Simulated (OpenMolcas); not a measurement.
# A ladder of methods for AlCl3 (aluminium trichloride (monomer))

AlCl3 has 4 atoms, charge 0, and is taken as a singlet. As SMILES, `Cl[Al](Cl)Cl`. Geometry: relaxed at PBE0-D4/def2-TZVP.

Each level gives the HOMO–LUMO gap (eV). The values are calculated.

| level | kind | program | value (eV) | CPU time |
| --- | --- | --- | --- | --- |
| SVWN5/6-311+G** | LDA | OpenMolcas | 5.50 | 18 s |
| BLYP/6-311+G** | GGA | OpenMolcas | 5.51 | 22 s |
| M06-L/6-311+G** | meta-GGA | OpenMolcas | 6.41 | 26 s |
| TPSS/6-311+G** | meta-GGA | OpenMolcas | 5.92 | 27 s |
| r2SCAN/6-311+G** | meta-GGA | OpenMolcas | 6.39 | 25 s |
| BHLYP/6-311+G** | global hybrid | OpenMolcas | 9.78 | 24 s |
| M06-2X/6-311+G** | hybrid meta-GGA | OpenMolcas | 9.63 | 26 s |
| PBE0/6-311+G** | global hybrid | OpenMolcas | 7.81 | 24 s |

The values span 5.50 to 9.78 eV. Orbital gaps aren't excitation energies; they tend to grow with the share of exact exchange. CPU times are rough (shared hosts, several kinds of processor): they show what a rung costs within a factor of a few.

The gap changes little from LDA to GGA (5.50 and 5.51 eV), rises moderately with the meta-GGAs, and widens sharply with the hybrids, up to 9.78 eV for BHLYP. In AlCl3 the highest occupied orbitals are essentially chlorine 3p lone pairs, while the lowest empty valence level has substantial aluminium character, so the gap has a ligand-to-metal flavour. Nonlocal exchange stabilises the compact lone pairs but gives no comparable attraction to the empty level, which pulls the two apart. The smaller meta-GGA increase probably reflects the orbital dependence that enters through the kinetic-energy density. Exact exchange doesn't fix the order alone: M06-2X contains slightly more of it than BHLYP, yet gives the smaller gap, 9.63 eV, so the semilocal part of the functional also matters. The spread therefore reflects how each functional treats occupied and empty levels, not a change in Al–Cl bonding. Gaps alone don't show how far the acceptor level itself shifts, so they can't rank the functionals for Lewis acidity.
